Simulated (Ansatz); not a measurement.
**How methods differ on InH3 (SMILES [H][In]([H])[H])**

InH3: 4 atoms, total charge 0, spin state singlet. As SMILES, `[H][In]([H])[H]`. Geometry: a GFN2-xTB relaxation, a rough one for these elements and not checked as a minimum.

```xyz
4

In    0.0006   -0.0007   -0.0005
H     1.7189   -0.0278    0.0135
H    -0.8345    1.5014   -0.0178
H    -0.8851   -1.4729    0.0048
```

Each level gives the energy change with the In1–H2 bond stretched from 1.719 to 2.578 Å (eV). The values are calculated.

| level | kind | program | value (eV) | less FCI/STO-3G |
| --- | --- | --- | --- | --- |
| SVWN5/STO-3G (restricted) | LDA | Ansatz | 3.07 | +0.38 |
| r2SCAN/STO-3G (restricted) | meta-GGA | Ansatz | 3.06 | +0.37 |
| B3LYP/STO-3G (restricted) | global hybrid | Ansatz | 3.07 | +0.38 |
| PBE0/STO-3G (restricted) | global hybrid | Ansatz | 3.13 | +0.44 |
| HSE06/STO-3G (restricted) | range-separated hybrid | Ansatz | 3.12 | +0.43 |
| wB97X/STO-3G (restricted) | range-separated hybrid | Ansatz | 3.31 | +0.62 |
| CCSDT/STO-3G (restricted) | coupled cluster or CI | Ansatz | 2.69 | 0.00 |
| FCI/STO-3G | exact in the basis | Ansatz | 2.69 | 0.00 |

FCI/STO-3G is exact within its basis and frozen core, so for wave-function methods in that basis the difference is their error; functionals converge differently with the basis, so for them it is only a difference. All-electron rows without a relativistic Hamiltonian named are non-relativistic. The first shape isn't each level's own minimum. The values span 2.69 to 3.31 eV. All rows use very small basis sets, so even the best lies far from the true value. In the correlated wave-function rows the outer d shell of In is correlated, in sets not made for it.

Stretching one In–H bond costs 2.69 eV in both CCSDT and FCI, while every functional gives a larger value. The bond is a polar covalent pair built from In 5s/5p and H 1s. As it lengthens, the bonding and antibonding orbitals approach each other in energy, and a second configuration gains weight. A single closed-shell determinant keeps too much ionic character in this regime, which probably explains much of the functionals' higher cost. CCSDT copes because the main change is confined to one electron pair, with triples covering its coupling to the remaining valence electrons.

Exact exchange tends to add to the cost, most clearly in wB97X at 3.31 eV, but the ordering is not strict: B3LYP matches SVWN5, and r2SCAN lies marginally below both. PBE0 and HSE06 nearly coincide, which suggests that screening the long-range exchange matters little for this displacement. Because the stretch stops short of separated fragments, the energies are not bond dissociation energies, and the agreement of CCSDT with FCI need not persist to that limit.
